An exciton in a layered semiconductor such as GaSe sees different masses and different screening along the c axis (z) and in the layer plane (x, y). The simplest trial function that can follow this is the elliptical Gaussian ψ = N exp(−a(x²+y²) − b z²), with N² = (2a/π)√(2b/π). Atomic units are used until the final conversion.

The two integrals

A factor exp(−a x²) has ⟨p²⟩ = a, so for unit mass ⟨T⟩ = a + b/2. For the Coulomb term write 1/r = (2/√π)∫₀^∞ exp(−u²r²) du. The average of exp(−u²r²) is [2a/(2a+u²)]·√(2b/(2b+u²)), and t = u/√(2b+u²) gives

⟨1/r⟩ = 2√(2b/π) F(s), F = ∫₀¹ dt/(1 − (1−s)t²), s = b/a.

For s < 1 (prolate, long along z) F = artanh(e)/e with e² = 1 − s; for s > 1 (oblate) F = arctan(η)/η with η² = s − 1.

Limits in shape

Both exponents are inverse squared lengths, so ⟨1/r⟩ must be √a times a function of s alone.

Near the sphere, F = 1 + (1−s)/3 + (1−s)²/5 + …, a power series with radius of convergence |1−s| = 1.

Disc, s ≫ 1: ⟨1/r⟩ ≈ √(2πa)[1 − 2/(π√s) + 1/(2s)]. The thickness drops out, but the leading correction falls below 10 % only at s ≈ 41.

Needle, s ≪ 1: ⟨1/r⟩ ≈ √(2b/π)[ℓ + s(ℓ−1)/2], ℓ = ln(4/s). The long dimension sets the scale, the short one enters through a logarithm, and the relative correction is below s/2.

Scaling the exciton

With reduced masses μ⊥, μ∥ and dielectric constants ε⊥, ε∥ (∥ meaning along c), the attraction is −1/√(ε⊥ε∥(x²+y²) + ε⊥²z²). Substituting z = z′√(ε∥/ε⊥) makes it −1/(ε̄r′), ε̄ = √(ε⊥ε∥). In units of length a* = (ε̄/μ⊥) bohr and energy E* = (μ⊥/ε̄²) hartree,

H = −½(∂x² + ∂y² + γ∂z′²) − Z/r′, γ = μ⊥ε⊥/(μ∥ε∥),

with Z = 1 for the exciton. Four parameters collapse into two units and one number. Taking b as the exponent of z′², E = a(1 + γs/2) − 2Z√(2as/π) F. Minimising over a gives

a = 8Z²sF²/(π(2+γs)²), E = −4Z²sF²/(π(2+γs)),

so Z only rescales: a and E go as Z², and the shape ignores it. At γ = s = 1, a = 8Z²/(9π) and E = −4Z²/(3π). Setting dE/ds = 0, with dF/ds = (F − 1/s)/(2(1−s)), links shape and anisotropy: γ = 2(F−1)/(s(1−sF)).

Limits in γ (Z = 1)

Near γ = 1 the series gives γ ≈ 1 + 7(1−s)/5, so s ≈ γ^(−5/7). At the optimum d ln|E|/dλ = −γs/(2+γs) with λ = ln γ, and γs ≈ 1 + 2λ/7, hence E ≈ −(4/(3π)) exp(−λ/3 − 2λ²/63). A sphere (s = 1) has −λ²/9 as its second term: shape freedom leaves first order alone and gains 5λ²/63 in the exponent.

For γ ≪ 1 the disc form gives s ≈ (4/(πγ))^(2/3) and E ≈ −(π/2)(1 − κγ^(1/3)), κ = (3/2)(4/π)^(2/3) = 1.762. The cube root is slow: the correction reaches 10 % already at γ = 1.8×10⁻⁴.

For γ ≫ 1 the needle form gives γs ≈ ℓ − 2 and E ≈ −ℓ(ℓ−2)/(πγ), where ℓ + ln(ℓ−2) = ln(4γ).

s | γ | −E, full | −E, λ formula | −E, disc or needle form
100 | 1.24×10⁻³ | 1.31 | 0.953 | 1.27
10 | 0.0369 | 0.932 | 0.902 | 0.649
1 | 1 | 0.424 | 0.424 | –
0.1 | 22.7 | 0.110 | 0.110 | 0.102
0.01 | 414 | 0.0188 | 0.0180 | 0.0186

The λ formula meets the disc form near γ = 0.008 and the needle form between γ = 100 and 200; these are the crossovers.

What the Gaussian misses

It has no cusp at r′ = 0. The exact energy is −1/2 at γ = 1 and −2 at γ → 0, where ψ = exp(−2√(x²+y²)), so the Gaussian recovers 8/(3π) = 0.849 and π/4 = 0.785. For γ → ∞, at leading logarithm the attraction acts as a delta well of strength ℓ, exact energy −ℓ²/(2γ), and the fraction is 2/π = 0.637. Any function of √(x²+y²+s z′²) has the same s dependence, since the stretch and the angular average do not involve the radial form. An exponential therefore gives E = −3sF²/(2(2+γs)), which is 3π/8 times the Gaussian value at every γ.

Numbers for GaSe

Take typical approximate inputs μ⊥ = 0.14, μ∥ = 0.12, and static ε⊥ = 10.2, ε∥ = 7.6. Then γ = 1.57, λ = 0.448, ε̄ = 8.80, E* = 49.1 meV and a* = 3.33 nm, deep inside the range of the λ formula. The shape equation gives s = 0.725 (γ^(−5/7) gives 0.726), a = 0.232, b = 0.168 and E = −0.363, or 17.8 meV of binding; the sphere gives −0.357, or 17.5 meV. The rms separation along x is a*/(2√a) = 3.5 nm. Along c it is a*√(ε∥/ε⊥)/(2√b), with √(ε∥/ε⊥) = 0.863, again 3.5 nm: the cloud is prolate in z′ but, at an axis ratio of 1.01, almost round in the crystal.

The extra figures serve only to rank effects. Shape freedom is worth 0.3 meV. The exponential gives −0.428, or 21.0 meV, a variational lower bound on the binding in this model, so the Gaussian's error is at least 3.2 meV. To first order in λ the binding scales as μ⊥^(2/3) μ∥^(1/3) ε⊥^(−4/3) ε∥^(−2/3). The model assumes full static screening; if incomplete lattice response lowered both constants by 10 %, γ would be unchanged and the Gaussian binding would rise by 23 %, or 4.2 meV. With these inputs one Gaussian gives about 18 meV, the model at least 21 meV, and radial form and screening each outweigh the ellipticity tenfold.